## When half the strain does not give half the effect

Stretch a sheet equally in two directions and its band gap changes by a certain amount. Stretch it in only one direction and the change should be half as large, because the area grows half as much. A squeeze should do the opposite of a stretch. This picture gives the gap one slope against strain, called a deformation potential, a single number for the whole effect of strain.

The table lets us test this on a single layer of SnSe₂. The rows called hydrostatic are equal strains of both in-plane directions, here called biaxial; the length along the vacuum stays fixed. The uniaxial rows strain the sheet along x and hold its width along y. In every row the atoms were allowed to settle in the strained cell.

SnSe₂ as a 1T monolayer with an unstrained in-plane lattice constant of 3.835 Å, calculated with Ansatz 0.2.0 (r2SCAN, plane-wave PAW, cutoff 500 eV, no spin polarisation). The k mesh is 12×12×1, with extra points near the band edges for the gaps. Atoms are relaxed at each strain, and all changes and energy rises are relative to the unstrained sheet.

| strain kind | strain (%) | band gap (eV) | band gap change (eV) | least direct gap change (eV) | energy rise per atom (meV) |
| --- | --- | --- | --- | --- | --- |
| hydrostatic | -4 | 0.937 | -0.191 | -0.014 | 40.2 |
| hydrostatic | -3 | 0.995 | -0.133 | -0.005 | 22.0 |
| hydrostatic | -2 | 1.045 | -0.083 | -0.001 | 9.5 |
| hydrostatic | -1 | 1.087 | -0.041 | 0.000 | 2.3 |
| hydrostatic | 1 | 1.161 | 0.033 | -0.003 | 2.2 |
| hydrostatic | 2 | 1.193 | 0.065 | -0.007 | 8.6 |
| hydrostatic | 3 | 1.222 | 0.094 | -0.010 | 18.7 |
| hydrostatic | 4 | 1.246 | 0.118 | -0.016 | 32.4 |
| uniaxial x | -4 | 0.807 | -0.321 | -0.012 | 16.1 |
| uniaxial x | -3 | 0.896 | -0.232 | -0.002 | 8.8 |
| uniaxial x | -2 | 0.978 | -0.150 | -0.002 | 3.8 |
| uniaxial x | -1 | 1.056 | -0.072 | -0.001 | 0.9 |
| uniaxial x | 1 | 1.086 | -0.042 | -0.004 | 0.9 |
| uniaxial x | 2 | 1.046 | -0.082 | -0.009 | 3.4 |
| uniaxial x | 3 | 1.013 | -0.115 | -0.012 | 7.5 |
| uniaxial x | 4 | 0.985 | -0.143 | -0.014 | 12.9 |

The biaxial rows behave roughly as hoped. The gap grows from compression to tension, with a slope near zero strain of about 37 meV per percent. Half of that, 18.5 meV per percent, is what the simple picture promises for uniaxial strain. At 4 % uniaxial tension the gap should therefore have grown by about 74 meV, but the table shows a fall of 143 meV.

### How the numbers give the failure away

The uniaxial gap falls under tension and under compression, so the unstrained sheet sits at a maximum. A maximum alone could still be a smooth hilltop. To tell a hilltop from a sharp peak, add the changes at equal tension and compression. The straight slope cancels in this sum, and what is left grows fourfold on doubling the strain if the curve is smooth, but only twofold if it has a kink.

For biaxial strain the sum goes from −18 meV at 2 % to −73 meV at 4 %, a factor of four. For uniaxial strain it goes from −232 to −464 meV, a factor of two. The first curve is smooth and the second has a kink at zero strain. The test needs sums well above the scatter of single gaps: from 1 to 2 % the biaxial sum goes only from −8 to −18 meV, and an error of a few meV in one gap is enough to spoil so small a ratio. A parabola drawn through the uniaxial data would have a curvature that depends on how far apart the points were taken, which is a warning in itself.

A central difference, which takes the slope from one point on either side of zero, hides the trouble. Applied to the uniaxial rows at −1 % and +1 %, it gives 15 meV per percent, close to the expected 18.5. Yet the gap drops by 72 meV on one side and by 42 meV on the other. The reasonable-looking slope is an average of two opposite ones and describes neither side.

The energy column shows that the sheet itself does nothing abrupt. Its uniaxial energy rise, summed over both signs of strain, grows fourfold from 2 to 4 %, as for an ordinary spring. The total energy collects contributions from all occupied states and hardly notices which of them lies highest. The gap depends on just two states, the highest occupied and the lowest empty one, and the kink appears when the strain changes which states these are.

### Three valleys that are equal only by symmetry

The lowest empty states of the unstrained sheet lie at the point M, on the edge of the Brillouin zone. The sheet has a threefold axis, so there are three such points, in directions 60° apart, and their energies are equal. Each is the bottom of a valley in the conduction band. The highest occupied states lie on the lines from the zone centre Γ to these M points, and they too come in three equivalent sets.

Biaxial strain keeps the threefold axis. All valleys move together, and the gap follows them smoothly. The calculated bands also show why it opens under tension. The direct gap at M hardly changes, but the valence maximum stands about half an eV above the valence level at M for 4 % compression and only 0.19 eV above it for 4 % tension. The valence band becomes flatter between its maximum and M. Its upper states are mainly selenium p orbitals, and a weaker overlap between them as the atoms move apart is the likely reason, though no calculation here isolates it.

Uniaxial strain removes the threefold axis. One valley lies along y, at right angles to the strain, and the other two lie 30° to either side of x. Under tension the lowest empty state is in the single valley along y; under compression it is in the pair. The highest occupied state switches the other way, from the line along y under compression to the pair of lines, or very near them, under tension.

This explains how both signs of strain can narrow the gap. When three equal levels split about their common mean, at least one moves down and at least one moves up. The conduction edge is always the lowest valley, so splitting can only lower it. The valence edge is always the highest maximum, so splitting can only raise it. Reversing the strain changes which valley wins, but there is a winner either way. Under tension the larger area widens the gap, and in this sheet the splitting outweighs that gain.

### A model with a rule of two

A small uniaxial strain can be divided into two parts. The first is a biaxial strain of half the size, which changes the area. The second is a pure change of shape: the sheet is stretched along x and squeezed along y by equal amounts. The first part moves all three valleys together, and only the second part splits them.

Turn the shape change by a third of a full circle, then by another third, and the three strains add up to zero. For the energy of one valley, each such turn is the same as passing to another valley under the original strain. To first order the shifts of the three valleys must therefore add up to zero. If the two paired valleys each move by some amount, the single valley moves twice as far in the opposite direction. Symmetry fixes this ratio but not the size or the sign of the shifts, which must come from the calculation.

Call the shift of a paired conduction valley u and that of a paired valence maximum v, both taken as positive sizes per percent of uniaxial strain. With the signs found here, the splitting narrows the gap as follows:

- under tension by 2u + v, because the single conduction valley and the paired valence maxima form the edges;
- under compression by u + 2v, because the roles are exchanged.

The area part widens the gap by 18.5 meV per percent under tension and narrows it by as much under compression.

The rule of two can be checked on the band edges at 1 % strain, after half the biaxial shift has been taken off. This subtraction also removes, to first order, any drift in the common zero of energy. The remaining shift of the conduction edge is 1.9 times as large under tension as under compression. For the valence edge, compression gives 2.1 times the shift of tension. Both ratios are close to two, as symmetry demands.

Now take 2 % tension as a worked case. The band edges of the uniaxial run at −1 %, with the area part taken off, give u ≈ 24 meV and 2v ≈ 29 meV, so v ≈ 14.6 meV. The splitting then narrows the gap by 2 × 24 + 14.6, or about 63 meV per percent. The area part gives back 18.5, which leaves a fall of about 44 meV per percent and 88 meV at 2 %.

The table has a fall of 82 meV. That row did not enter the estimate, which used only the biaxial rows at ±1 % and the uniaxial row at −1 %. The biaxial rows at −3, +1 and +2 % carry a warning about a rough exchange–correlation potential where the density is thin, but their gaps lie within a few meV of the trend of their neighbours. The model thus predicts the tension side from the compression side, including the sign that the simple picture gets wrong.

### Where the better model fails too

At 4 % the linear valley model is clearly off. It predicts a fall of 177 meV under tension, where the table has 143, and a fall of 287 meV under compression, where the table has 321. The rule of two has also worn out by then: with the biaxial rows at ±2 % taken as the area part, the ratio is 1.6 for the conduction edge and 2.9 for the valence edge.

These misses have a common pattern. The splitting is stronger than the linear rule under compression and weaker under tension. The biaxial gap likewise changes faster on the compressed side. Orbital overlaps that vary more steeply at short distances would act in this direction, but the table cannot prove that they are the cause. In practice, slopes found at 1 % miss the gap at 2 % by about 6 meV for uniaxial and 9 meV for biaxial strain, and should not be carried to 4 % without a correction.

### A quieter error in the slope

The second failure lies in the sampling of the bands. A calculation evaluates them on a regular mesh of points, and the valence maximum need not fall on one. Along the line from Γ to M, neighbouring mesh points lie at 0.083 and 0.167 of a reciprocal lattice vector. Under biaxial strain the maximum wanders from 0.096 to 0.172, so it moves between these points and slightly past the second.

When the maximum is nearly midway, as at 1 % compression, the mesh alone makes the gap 15 meV too large. When it lies close to a mesh point, as at 3 % tension, the error almost vanishes. Near its top the band is a parabola, so the error grows roughly with the square of the distance to the nearest point. An error that varies with strain does not cancel in a slope: between −1 and +1 % the mesh alone gives 32 meV per percent instead of 37, or 13 % too little. Between −4 and +4 %, where both maxima lie close to mesh points, the loss almost vanishes, so its size depends on which strains are paired.

The printed gaps avoid most of this error because extra points near the maximum were included. These points were located with another functional, PBE, so a small remainder is possible. The way to recognise the error is to follow the position of the band edge as well as its energy. If the edge moves between mesh points, its path needs extra points or a finer mesh.

### Using the result

For strain of this sheet along x, two slopes should be stored, one for each sign. The three constants behind them, the area slope, u and v, are more useful still, because they also give estimates for other directions. The calculation holds the width fixed, as a stiff clamp would. A free strip narrows when it is pulled, which adds to the change of shape and reduces the change of area, so its slopes will differ from those found here.

The same reasoning gives an estimate for strain along y, which no row tests. The shape change is then reversed, so tension along y takes the splitting that compression along x had. The gap should fall by about 53 − 18.5, or 35 meV per percent, under tension, and by about 63 + 18.5, or roughly 80 meV per percent, under compression. The kink remains, but its two sides have new slopes.

The size of the gap deserves less trust than its change with strain. The r2SCAN functional usually gives gaps that are too small, and spin–orbit coupling, which can shift selenium p states, is not included. The kink itself rests on the symmetry of the valleys and on the switch of band edges seen in the calculation.
